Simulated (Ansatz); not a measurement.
# Z2 indices of SnPt3 — Ansatz, plane waves and PAW

Space group Pm-3m (No. 221), 4 atoms in the cell of the first input below: a = 4.000 Å, b = 4.000 Å, c = 4.000 Å, α = 90.00°, β = 90.00°, γ = 90.00°.

The structure is a measured one, not always of the ambient phase, taken without relaxation (pressure 1.1 GPa with this functional, without spin–orbit coupling). Functional: PBEsol.

Input:

```yaml
crystal:
  lattice:
    - [4.0, 0.0, 0.0]
    - [0.0, 4.0, 0.0]
    - [0.0, 0.0, 4.0]
  atoms:
    - { symbol: Sn, position: [0.0, 0.0, 0.0] }
    - { symbol: Pt, position: [0.0, 0.5, 0.5] }
    - { symbol: Pt, position: [0.5, 0.0, 0.5] }
    - { symbol: Pt, position: [0.5, 0.5, 0.0] }
basis:
  ecutwfc: 420
  ecutrho_ratio: 4
kpoints:
  mp_grid: { grid: [6, 6, 6] }
hamiltonian:
  xc: pbesol
scf:
  occupations: { method: gaussian, width: 0.05 }
output:
  forces: true
  stress: true
  eigenvalues: true
  populations: true
  topological_invariants: true
magnetization:
  noncollinear: true
  spin_orbit: true
```

```bash
ansatz run input.yaml --threads 8 --pin off --max-ram 15360MiB --backend cpu --events-out ev --progress --plain --runs-dir out
```

Time: 39 s on 8 threads of Arm Neoverse V2 (shared host), peak memory 1.4 GiB.

Without spin–orbit coupling the gap on a 8×8×8 mesh is 0.00 eV (the bands touch or overlap there). With it, in a separate run (self-consistent on 6×6×6, bands on 10×10×10), the bands overlap in energy by 0.21 eV (an overlap on a mesh is a lower bound, as the extrema may lie between its points). The indices are those of the lowest 68 bands, and their direct separation from the next band is open.

Odd-parity bands among them at the eight time-reversal-invariant momenta (inversion centre at 0.000 0.000 0.000):

```
          k  odd bands
0.0 0.0 0.0         24
0.0 0.0 0.5         32
0.0 0.5 0.0         32
0.0 0.5 0.5         30
0.5 0.0 0.0         32
0.5 0.0 0.5         30
0.5 0.5 0.0         30
0.5 0.5 0.5         26
```

**Question.** What are the Z2 indices by the rule of Fu and Kane?

**Answer.** Each Kramers pair counts once, so δ = (−1)^(odd bands / 2): +, +, +, −, +, −, −, −. The product of all eight gives ν0, the products over the planes k_i = 1/2 the weak indices: (0;111). The Wilson-loop planes give (0;111).

**Question.** The cell is scaled in volume by 0.96 and 1.05 with the atoms carried along. Do the indices change?

**Answer.** No.

| volume ratio | pressure with spin–orbit coupling (GPa) | smallest direct separation sampled (eV) | at k | separation | Z2 |
| --- | --- | --- | --- | --- | --- |
| 0.96 | 11.6 | 0.295 | 0.08 0.08 0.08 | open | (0;111) |
| 1.00 | 1.0 | 0.282 | 0.08 0.08 0.08 | open | (0;111) |
| 1.05 | -9.1 | 0.265 | 0.08 0.08 0.08 | open | (0;111) |

Caveats: bands overlap in energy, so the bands counted are not the filled states; semilocal functionals can invert narrow gaps falsely; the k-mesh was not tested.

The band manifold is topologically weak, not strong. Cubic symmetry makes the weak indices equal, and they come from the opposite parity products at the zone corner and the face centres. In the strong index, the negative product at the corner is cancelled by those at the edge midpoints. The large spread in odd-band counts is not in itself a sign of band inversion: the Pt atoms sit away from the chosen inversion centre, so Bloch phases change the parity of their orbital combinations from one momentum to another.

The smallest sampled direct separation falls steadily on expansion, probably because weaker Pt–Sn and Pt–Pt hybridization reduces the repulsion between neighbouring bands. It stays open at every volume computed, consistent with the unchanged indices, since these can change only if the separation closes.

SnPt3 is thus a metal with a nontrivial band manifold, not a weak topological insulator. Any associated surface states could overlap bulk states and lose their distinct character, and the indices alone do not place them at the Fermi level.
